Setting up. Take an n-channel TFT with small VDS, so that the overdrive VG − VT is uniform. The rate law is dΔVT/dt = K t^(β−1)(VG − VT)^a, and V0 = VG − VT0.

Dimensions. K carries V^(1−a) s^(−β), so the only time scale is τ = [β/(K V0^(a−1))]^(1/β). With s = (t/τ)^β and u = 1 − ΔVT/V0 the law becomes du/ds = −u^a. Hence u = exp(−s) for a = 1 and u = (1 + εs)^(−1/ε) for ε = a − 1 > 0. β only maps t onto s. τ is independent of bias only for a = 1.

Constant current. With unchanged mobility the overdrive stays V0, so ΔVT = V0 s for any a.

Small s. ΔVT/V0 = s − a s²/2 + a(2a − 1)s³/6 − … The leading term, K V0^a t^β/β, is the constant-current result. Constant-voltage stress falls 10 % below it near s ≈ 0.2/a (exactly 0.215 for a = 1, 0.111 for a = 2). Early data fix a through the bias dependence V0^a, hardly through curvature.

Large s. u ≈ (εs)^(−1/ε)[1 − 1/(ε²s)], which needs s ≫ 1/ε and s ≫ 1/ε². The remaining overdrive tends to (εK t^β/β)^(−1/ε): V0 is forgotten.

a → 1. ln u = −s + εs²/2 − …, so the exponential describes u only for s ≪ (2/ε)^(1/2); the limit is not uniform in time.

Large a. With L = ln(1 + εs), ΔVT/V0 ≈ L/ε − L²/(2ε²) while L ≪ ε: a power law below s ≈ 1/ε, logarithmic in t above.

β. At β = 1 the kinetics is ordinary. For a = 1 and x = β ln(t/τ), ΔVT/V0 = 1 − 1/e + x/e + O(x³), so small β mimics a logarithm for |ln(t/τ)| ≪ 1/β. The rise from 10 % to 90 % spans a factor 21.85 in s (a = 1) or 81 (a = 2), that is log10(factor)/β decades of time.

Temperature. β = T/T0 presumes an exponential spread of barriers of width kT0 and T < T0; it needs testing. With τ = τ0 exp(Eτ/kT), s = exp[(E − Eτ)/kT0], where E = kT ln(t/τ0). The early shift has apparent activation energy −∂ln s/∂(1/kT) = βE = βEτ + kT ln s at fixed t. The value βEτ holds for temperature-independent β.

Numbers. a-IGZO on 100 nm SiO2 (relative permittivity about 3.9), 60 °C = 333.15 K, kT = 28.7 meV. Illustrative inputs: V0 = 20 V, VT0 ≈ 0, typical β = 0.40 (T0 = 833 K) and Eτ = 0.6 eV, with τ = 10⁷ s chosen so that one hour gives a shift somewhat under 1 V, as is typical of passivated devices. The model's ΔVT in V, for a = 1, a = 2 and constant current at equal τ:

3600 s, s = 0.0419: 0.821, 0.805, 0.839
10⁷ s, s = 1: 12.6, 10.0, 20.0
ten years (3.156×10⁸ s), s = 3.98: 19.6, 16.0, 79.6

The 10 % crossover lies at 2.1×10⁵ s (a = 1) or 4.1×10⁴ s (a = 2). The 10–90 % rise takes 3.3 or 4.8 decades. For a = 2, doubling V0 shortens τ by 2^(1/β) = 5.66 and quadruples the early shift. At one hour the apparent activation energy is 0.15 eV for β = T/T0 and 0.24 eV for fixed β.

Where the power law ends. With C = 34.5 nF/cm², the model's 79.6 V needs CΔVT/q = 1.7×10¹³ cm⁻² electrons trapped at the interface and an oxide field of about (V0 + ΔVT)/100 nm = 10 MV/cm, the typical breakdown scale of SiO2. Trap supply, drive voltage or breakdown cut the growth off earlier, so the late entries are extrapolations of the rate law.